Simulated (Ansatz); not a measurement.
## Pd: the change of energy above lowest point and pressure with volume scale

All results are calculated (Ansatz 0.2.0). Free energy against uniform scaling of the volume at fixed shape and fractions; periodic cell, basis, potentials, k mesh and filling as listed.

The cell before it is scaled or strained (space group Fm-3m, No. 225):
```
CELL_PARAMETERS angstrom
0.00000 1.94650 1.94650
1.94650 0.00000 1.94650
1.94650 1.94650 0.00000
ATOMIC_POSITIONS crystal
Pd 0.00000 0.00000 0.00000
```

Settings of every row: functional PBEsol; dispersion none; potentials PAW; wave cutoff 500 eV; density cutoff 2000 eV; k mesh 12x12x12; k shift 0x0x0; occupations fermi dirac; smearing width 0.1 eV; spin none.

Limits: coarse k mesh, up to 40 meV an atom off.

```csv
row,volume scale,V (Å³/atom),energy above lowest point (meV/atom),pressure (GPa)
1,0.94,13.865,22.8,11.32
2,0.96,14.16,?,?
3,0.98,14.455,0,1.48
4,1,14.75,1.1,-2.56
5,1.02,15.045,9.1,-6.09
6,1.04,15.34,23.2,-9.18
7,1.06,15.635,42.7,-11.88
```

Question: what energy above lowest point and pressure should row 2 give?

Worked fit of energy above lowest point. Take u = (V_r/V)^(2/3) − 1 with V_r = 14.898 Å³ an atom, which is twice the finite (Eulerian) strain; such expansions in the strain, on which the Birch-Murnaghan equation of state is built, carry the rest volume and the bulk modulus. The shown rows have u = 0.04907, 0.02033, 0.00668, -0.00652, -0.0193, -0.03168. Least squares give energy above lowest point = 4.29 − 611.2 × u + 19431 × u² + 14488 × u³ meV/atom; a parabola predicts inner rows, each left out in turn, worse (root mean square 0.29 against 0.042 meV/atom). All shown rows lie on it to the printed digit. Its lowest point lies at u = 0.0155, or V = 14.56 Å³ an atom, and the curvature there gives the bulk modulus at fixed shape and fractions, B = (4/9)(1 + u)² E″(u)/V = 203 GPa. The withheld row has u = 0.03445, so the fit gives 4.29 − 611.2 × (0.03445) + 19431 × (0.03445)² + 14488 × (0.03445)³ = 6.9 meV/atom.

The calculation gave 6.9 meV/atom. The fit meets it to the printed digit.

Worked fit of pressure. Take u = (V_r/V)^(2/3) − 1 with V_r = 14.898 Å³ an atom, which is twice the finite (Eulerian) strain; such expansions in the strain, on which the Birch-Murnaghan equation of state is built, carry the rest volume and the bulk modulus. The shown rows have u = 0.04907, 0.02033, 0.00668, -0.00652, -0.0193, -0.03168. Least squares give pressure = −4.39 + 267.47 × u + 1016.8 × u² + 1157 × u³ GPa; a parabola predicts inner rows, each left out in turn, worse (root mean square 0.023 against 0.0046 GPa). All shown rows lie on it to the printed digit. The pressure vanishes at u = 0.0155, or V = 14.56 Å³ an atom, and there the bulk modulus at fixed shape and fractions is B = −V dP/dV = (2/3)(1 + u) dP/du = 203 GPa. The withheld row has u = 0.03445, so the fit gives −4.39 + 267.47 × (0.03445) + 1016.8 × (0.03445)² + 1157 × (0.03445)³ = 6.08 GPa.

The calculation gave 6.08 GPa. The fit meets it to the printed digit.
